## Electrons outside the atomic shells of Ti₂Co as the cell expands

The twelve cells are one crystal at different volumes, from strong compression to strong stretching; the cell at 14.164 Å³ per atom is at zero pressure. Titanium and cobalt sit in a Laves arrangement, which is not the known structure of Ti₂Co, so the results describe this model crystal only.

Ti₂Co (Fd-3m, six-atom cell) at several volumes, computed with Ansatz 0.2.0: PBEsol, scalar-relativistic PAW, collinear spin, 420 eV plane-wave cutoff, 10×10×10 k mesh, Gaussian smearing of 0.1 eV. The last column is the cell's 82 valence electrons minus the Loewdin populations of the 3s, 3p, 3d and 4s shells of Ti and Co.

| volume (Å³/atom) | shortest distance (Å) | electrons outside these shells (e) |
| --- | --- | --- |
| 12.464 | 2.365 | 0.750 |
| 12.701 | 2.379 | 0.760 |
| 12.889 | 2.391 | 0.770 |
| 12.927 | 2.393 | 0.770 |
| 13.314 | 2.417 | 0.790 |
| 13.331 | 2.418 | 0.790 |
| 14.164 | 2.467 | 0.830 |
| 14.593 | 2.492 | 0.850 |
| 15.013 | 2.516 | 0.870 |
| 15.030 | 2.517 | 0.880 |
| 15.477 | 2.541 | 0.900 |
| 15.580 | 2.547 | 0.900 |

### 1. What is being counted, and is it large?

The calculation projects its occupied states onto atom-shaped orbitals (Loewdin populations) and so assigns electrons to the 3s, 3p, 3d and 4s shells. The last column is what remains of the 82 valence electrons in the six-atom cell. It is small, about one per cent, yet it grows by a fifth when the volume grows by a quarter. The remainder can contain 4p-like density and density between the atoms, and the populations do not separate the two.

### 2. Why does the remainder grow with volume?

Squeezing a metal raises the energy of its spread-out s- and p-like states faster than that of its compact d states, so electrons move into d. This is well known for transition metals, and expansion reverses it. The populations of the same runs fit this picture: from the smallest to the largest cell, 3d loses 0.84 electrons, while 4s gains 0.39 and the remainder 0.15. A remainder with 4p-like character would naturally rise together with 4s.

That last link is an argument, not a measurement. A second cause is expected to act in the same direction. The orbitals used for counting keep their size, so as the atoms move apart they cover the space between them less well, and more of the spread-out density escapes the count. These data cannot separate the two causes. The magnetic moment on cobalt also triples over the series, and without nonmagnetic runs its influence on the remainder is unknown.

### 3. Is the whole loss from 3d a real transfer of electrons?

Probably not. The deep 3s and 3p shells should be practically full at every volume, yet the count leaves them short by 0.83 electrons in the smallest cell and 0.54 in the largest. Nearly all of the shortfall in the smallest cell is on titanium. When orbitals of neighbouring atoms overlap, the counting method must divide shared density between them, and some of it ends up under the wrong label.

The deep shells therefore appear to gain 0.30 electrons on expansion, about a third of what 3d appears to lose. That part may be relabelling, and the split between 3d and 4s can be blurred in the same way. The remainder is safe from this particular error, because moving electrons from one listed shell to another leaves their sum unchanged. It still measures what the chosen orbitals fail to describe, not a charge that has moved to a definite place.

### 4. Does the remainder behave like a thin, uniform filling of the cell?

Imagine the uncounted electrons spread evenly through the crystal at a density that never changes. Their number $N$ would then follow the volume per atom $V$:

$$N(V)=N_0\,\frac{V}{V_0}$$

With the smallest cell as the starting point, $N_0=0.75$ and $V_0=12.464$ Å³. For the largest cell this gives $0.75\times15.580/12.464=0.94$, against 0.90 in the table. The estimate has the right direction and size, but it exaggerates the rise by about a quarter.

Confining the electrons to the gaps between rigid atomic cores makes the estimate worse. Gaps grow by a larger percentage than the whole cell, so a fixed density there would give a still steeper rise. The remainder per volume must instead become slightly thinner as the crystal expands, by about 4 % over the series.

### 5. Which digits can be trusted?

The overall rise is well resolved, but single steps of 0.01 are not. Between 15.013 and 15.030 Å³ the column jumps from 0.87 to 0.88, although the volume hardly changes. The shell populations give 0.874 and 0.875 for these two cells, so the jump is rounding. For interpolation, a straight line fitted to all twelve rows is sufficient: about 0.05 electrons per cell for each additional Å³ per atom. The fit and the shell sums are in the printed output below.

### 6. What would change if the count included a 4p shell?

The same twelve cells would then show a smaller remainder, because additional orbitals can only describe more of the density. The size of the drop is not known here. Even a large drop would not prove that 4p is occupied in the atomic sense: 4p orbitals reach far out and would also absorb density lying between the atoms. Remainders are therefore comparable only between calculations that use the same set of shells.

### 7. Would the rise continue if the crystal were pulled further apart?

It must end somewhere. Separated titanium and cobalt atoms hold their valence electrons in the listed shells, so the remainder should finally fall towards zero. The table gives no clear sign of this turn: the slope is practically the same below and above the zero-pressure volume. The straight line is thus a local description of a bonded metal, and extending it to much larger volumes would give the wrong trend.

Output of the analysis:

```
volume increase, smallest to largest cell, in %: 25
rise of electrons outside these shells, e per cell: 0.15
the same rise in %: 20
share of the 82 valence electrons at the largest volume, in %: 1.098
remainder per volume at the smallest volume, e per cubic angstrom: 0.01003
remainder per volume at the largest volume, e per cubic angstrom: 0.009628
remainder at the largest volume if its density had stayed at the smallest-volume value, e per cell: 0.9375
fit of N on 12 rows: constant 0.1344 +/- 0.01, coefficient of vol 0.04924 +/- 0.00073; rms 0.00253, worst 15.03 -0.00549, leave-one-out rms 0.00307
core volume that a fixed-density rigid-core picture would need, cubic angstrom per atom: -2.73
slope of rebuilt remainder from 12.464 to 14.164, e per cell per (cubic angstrom per atom): 0.048
slope of rebuilt remainder from 14.164 to 15.580, e per cell per (cubic angstrom per atom): 0.04732
change of 3d population on expansion, e per cell: -0.8352
change of 3d population on expansion, e per Ti atom: -0.171
change of 3d population on expansion, e per Co atom: -0.0756
change of 4s population on expansion, e per cell: 0.3892
change of 3s and 3p population on expansion, e per cell: 0.2974
change of rebuilt remainder on expansion, e per cell: 0.1486
shortfall of 3s and 3p from full shells at the smallest volume, e per cell: 0.8332
part of that shortfall on the four Ti atoms, e per cell: 0.7936
shortfall of 3s and 3p from full shells at the largest volume, e per cell: 0.5358
rebuilt remainder at 15.013, e per cell: 0.8744
rebuilt remainder at 15.030, e per cell: 0.8752
rise between 15.013 and 15.030 expected from the fitted line, e per cell: 0.0008371
change of Co majority-spin 3d population on expansion, e per atom: 0.4144
change of Co minority-spin 3d population on expansion, e per atom: -0.49
Co 3d majority less minority at the smallest volume, e per atom: 0.4563
Co 3d majority less minority at the largest volume, e per atom: 1.361
```
